**Error pattern of LB94 highest eigenvalues for In²⁺ to Xe²⁺**

The table holds minus the highest occupied eigenvalue and the mean radius of that level for six doubly charged ions, from spherical, spin-polarised, scalar-relativistic Kohn-Sham calculations with the LB94 model potential, beside NIST ionisation energies. The program fits the error with a uniform shift, a scale factor, a line in radius and separate 5s and 5p offsets, and then tests first-order and intermediate-coupling spin-orbit shifts on the 5p rows, using rough recalled sizes of ζ and F₂. The uniform and radius models leave rms residuals of 0.82 to 0.89 eV, the shell offsets 0.31 eV, and first-order spin-orbit coupling alone does not improve on a constant. Intermediate coupling gives a second difference of the error over Sb, Te and I of about 0.9 eV against 0.88 eV in the table. With the model shifts removed the tabulated half-shell break is near 3 eV, compared with 0.516 eV computed.

Doubly charged 5p-block ions, computed with radks 1 (radial solver, with Libxc): all-electron scalar-relativistic, spin-polarised Kohn-Sham, LB94 model potential, spherical densities, Fermi nucleus. Each ion is in the ground configuration listed by NIST, with open shells filled at highest spin. Minus the highest occupied eigenvalue serves as the estimate of the ionisation energy.

## Program and output

```python
# Table: minus highest eigenvalue (eV) and mean radius of In2+..Xe2+, radks, LB94, scalar-relativistic,
# spin-polarised, against NIST values. Tested: uniform overbinding, shell offset, missing 5p spin-orbit.
T = {
    'ion': ['In2+', 'Sn2+', 'Sb2+', 'Te2+', 'I2+', 'Xe2+'],
    'Z': [49, 50, 51, 52, 53, 54],
    'N': [47, 48, 49, 50, 51, 52],
    'configuration': ['[Kr] 4d10 5s1', '[Kr] 4d10 5s2', '[Kr] 4d10 5s2 5p1', '[Kr] 4d10 5s2 5p2', '[Kr] 4d10 5s2 5p3', '[Kr] 4d10 5s2 5p4'],
    'minus_highest_eigenvalue': [30.722, 32.935, 25.894, 28.148, 30.496, 32.328],  # eV
    'highest_level_mean_radius': [2.2509, 2.144, 2.4238, 2.3027, 2.1884, 2.0517],  # bohr
    'highest_level': ['5s up', '5s', '5p up', '5p up', '5p up', '5p down'],
    'nist': [28.04415, 30.506, 25.3235, 27.84, 29.57, 31.05],  # eV
    'nist_kind': ['measured', 'measured', 'measured', 'measured', 'measured', 'semi-empirical'],
    'nist_unc': [0.00012, 0.003, None, 0.04, 0.025, 0.04],  # eV
    'error': [2.68, 2.43, 0.57, 0.308, 0.926, 1.28],  # eV
}
import numpy as np
from scipy.optimize import brentq
ion = T['ion']
c, t, r = (np.array(T[k], float) for k in ('minus_highest_eigenvalue', 'nist', 'highest_level_mean_radius'))
e = c - t
s = np.array([str(x).startswith('5s') for x in T['highest_level']])
p = ~s
print('ion, level, error eV, error %, radius bohr, stated uncertainty eV (computed values rounded to 0.001 eV)')
for i in range(6):
    u = T['nist_unc'][i]
    print(f"{ion[i]} {T['highest_level'][i]} {e[i]:+.3f} {100*e[i]/t[i]:.1f} {r[i]:.3f} {'none given' if u is None else u}")
dc, dt = np.diff(c), np.diff(t)
print('steps in eV: computed, table, change of error')
for i in range(5):
    print(f'{ion[i]} to {ion[i+1]}: {dc[i]:+.3f} {dt[i]:+.3f} {dc[i]-dt[i]:+.3f}')
print(f'change of step at Te2+ (Te-I less Sb-Te): computed {dc[3]-dc[2]:+.3f}, table {dt[3]-dt[2]:+.3f} eV')
print(f'change of step at I2+ (I-Xe less Te-I): computed {dc[4]-dc[3]:+.3f}, table {dt[4]-dt[3]:+.3f} eV')
def fit(name, cols, y, names):
    A = np.array(cols, float).T
    x = np.linalg.lstsq(A, y, rcond=None)[0]
    res = y - A @ x
    print(f'{name}: parameters {np.round(x, 3)}, rms {np.sqrt(np.mean(res**2)):.2f} eV, worst {names[np.argmax(abs(res))]}')
    print('   residuals eV:', ' '.join(f'{v:+.2f}' for v in res))
print('fits of the error, all six rows')
fit('uniform shift (eV)', [np.ones(6)], e, ion)
fit('uniform scale (fraction of table value)', [t], e, ion)
fit('linear in radius (eV, eV/bohr)', [np.ones(6), r], e, ion)
fit('offsets for 5s and 5p (eV)', [s, p], e, ion)
print(f'smallest 5s error / largest 5p error = {e[s].min()/e[p].max():.2f}; excess of Sn-Sb drop {dt[1]-dc[1]:.2f} eV')
print('fits of the error, four 5p rows')
ep, tp, ip = e[p], t[p], ion[2:]
fit('constant (eV)', [np.ones(4)], ep, ip)
fit('constant and first-order LS zeta (eV)', [np.ones(4), -np.array([1, 0, -1, 0.5])], ep, ip)
def low(n, z, F):  # lowest level of p^n relative to the highest-spin term
    M = {0: [[0]], 1: [[-z]], 2: [[-z, -2**.5*z], [-2**.5*z, 15*F]],
         3: [[0, 0, z], [0, 9*F, 5**.5/2*z], [z, 5**.5/2*z, 15*F]],
         4: [[-z/2, z/2**.5], [z/2**.5, 6*F]]}[n]
    return np.linalg.eigvalsh(np.array(M, float))[0]
npe = [int(n) - 48 for n in np.array(T['N'], float)[p]]
shift = lambda zp, zd, F: np.array([low(n-1, b, F) - low(n, a, F) for n, a, b in zip(npe, zp, zd)])
d2 = lambda v: v[0] - 2*v[1] + v[2]
ud = np.hypot(2*float(T['nist_unc'][3]), float(T['nist_unc'][4]))
print(f'second difference of error over Sb, Te, I: {d2(ep):+.3f} eV, stated uncertainties give {ud:.3f} eV')
def show(name, sh, F):
    st = np.diff(tp - sh)
    print(f'{name}: shifts eV', ' '.join(f'{v:+.1f}' for v in sh), '| error less spin-orbit part', ' '.join(f'{v:+.1f}' for v in ep + sh))
    print('   table steps without spin-orbit', ' '.join(f'{v:+.1f}' for v in st), f'| half-shell break {st[1]-st[2]:.1f}, 15 F2 = {15*F:.1f} eV')
print('intermediate coupling, one zeta fixed by that second difference; F2 rough recalled, scanned')
for F in (0.15, 0.20, 0.25):
    z = brentq(lambda z: d2(shift([z]*4, [z]*4, F)) + d2(ep), 0.05, 3)
    show(f'F2 {F:.2f}, zeta {z:.1f} eV', shift([z]*4, [z]*4, F), F)
zp = 0.55 + 0.15*np.arange(4)  # rough recalled: zeta about 0.55 eV in Sb2+, rising to about 1.0 eV in Xe2+
sh = shift(zp, zp + 0.10, 0.20)  # rough recalled: about 0.1 eV larger in the +3 ion
show('rough recalled zeta 0.55 to 1.0 eV, F2 0.20, no fit', sh, 0.20)
print(f'   predicted second difference of error {-d2(sh):+.1f} eV')
print(f'computed half-shell break {dc[3]-dc[4]:.3f} eV; break in the table as it stands {dt[3]-dt[4]:.3f} eV')
assert (e > 0).all() and e[s].min() > e[p].max()
assert dt[3]-dt[2] < dt[4]-dt[3] < 0 and dc[4]-dc[3] < 0 < dc[3]-dc[2]
assert ep[1] < ep[0] and d2(ep) > 5*ud
```

Output:

```
ion, level, error eV, error %, radius bohr, stated uncertainty eV (computed values rounded to 0.001 eV)
In2+ 5s up +2.678 9.5 2.251 0.00012
Sn2+ 5s +2.429 8.0 2.144 0.003
Sb2+ 5p up +0.570 2.3 2.424 none given
Te2+ 5p up +0.308 1.1 2.303 0.04
I2+ 5p up +0.926 3.1 2.188 0.025
Xe2+ 5p down +1.278 4.1 2.052 0.04
steps in eV: computed, table, change of error
In2+ to Sn2+: +2.213 +2.462 -0.249
Sn2+ to Sb2+: -7.041 -5.183 -1.859
Sb2+ to Te2+: +2.254 +2.517 -0.262
Te2+ to I2+: +2.348 +1.730 +0.618
I2+ to Xe2+: +1.832 +1.480 +0.352
change of step at Te2+ (Te-I less Sb-Te): computed +0.094, table -0.787 eV
change of step at I2+ (I-Xe less Te-I): computed -0.516, table -0.250 eV
fits of the error, all six rows
uniform shift (eV): parameters [1.365], rms 0.89 eV, worst In2+
   residuals eV: +1.31 +1.06 -0.79 -1.06 -0.44 -0.09
uniform scale (fraction of table value): parameters [0.048], rms 0.86 eV, worst In2+
   residuals eV: +1.33 +0.96 -0.65 -1.03 -0.50 -0.22
linear in radius (eV, eV/bohr): parameters [ 8.276 -3.103], rms 0.82 eV, worst In2+
   residuals eV: +1.39 +0.81 -0.18 -0.82 -0.56 -0.63
offsets for 5s and 5p (eV): parameters [2.553 0.771], rms 0.31 eV, worst Xe2+
   residuals eV: +0.12 -0.12 -0.20 -0.46 +0.16 +0.51
smallest 5s error / largest 5p error = 1.90; excess of Sn-Sb drop 1.86 eV
fits of the error, four 5p rows
constant (eV): parameters [0.771], rms 0.37 eV, worst Xe2+
   residuals eV: -0.20 -0.46 +0.16 +0.51
constant and first-order LS zeta (eV): parameters [0.776 0.047], rms 0.36 eV, worst Xe2+
   residuals eV: -0.16 -0.47 +0.10 +0.52
second difference of error over Sb, Te, I: +0.880 eV, stated uncertainties give 0.084 eV
intermediate coupling, one zeta fixed by that second difference; F2 rough recalled, scanned
F2 0.15, zeta 0.8 eV: shifts eV +0.8 +0.4 -0.9 +0.3 | error less spin-orbit part +1.4 +0.7 +0.0 +1.6
   table steps without spin-orbit +3.0 +3.0 +0.3 | half-shell break 2.8, 15 F2 = 2.2 eV
F2 0.20, zeta 0.9 eV: shifts eV +0.9 +0.4 -1.0 +0.4 | error less spin-orbit part +1.5 +0.7 -0.1 +1.7
   table steps without spin-orbit +3.0 +3.1 +0.1 | half-shell break 3.1, 15 F2 = 3.0 eV
F2 0.25, zeta 1.0 eV: shifts eV +1.0 +0.4 -1.1 +0.4 | error less spin-orbit part +1.6 +0.7 -0.2 +1.7
   table steps without spin-orbit +3.1 +3.2 -0.1 | half-shell break 3.3, 15 F2 = 3.8 eV
rough recalled zeta 0.55 to 1.0 eV, F2 0.20, no fit: shifts eV +0.6 +0.1 -1.1 +0.3 | error less spin-orbit part +1.1 +0.5 -0.2 +1.6
   table steps without spin-orbit +2.9 +3.0 +0.1 | half-shell break 2.9, 15 F2 = 3.0 eV
   predicted second difference of error +0.9 eV
computed half-shell break 0.516 eV; break in the table as it stands 0.250 eV
```
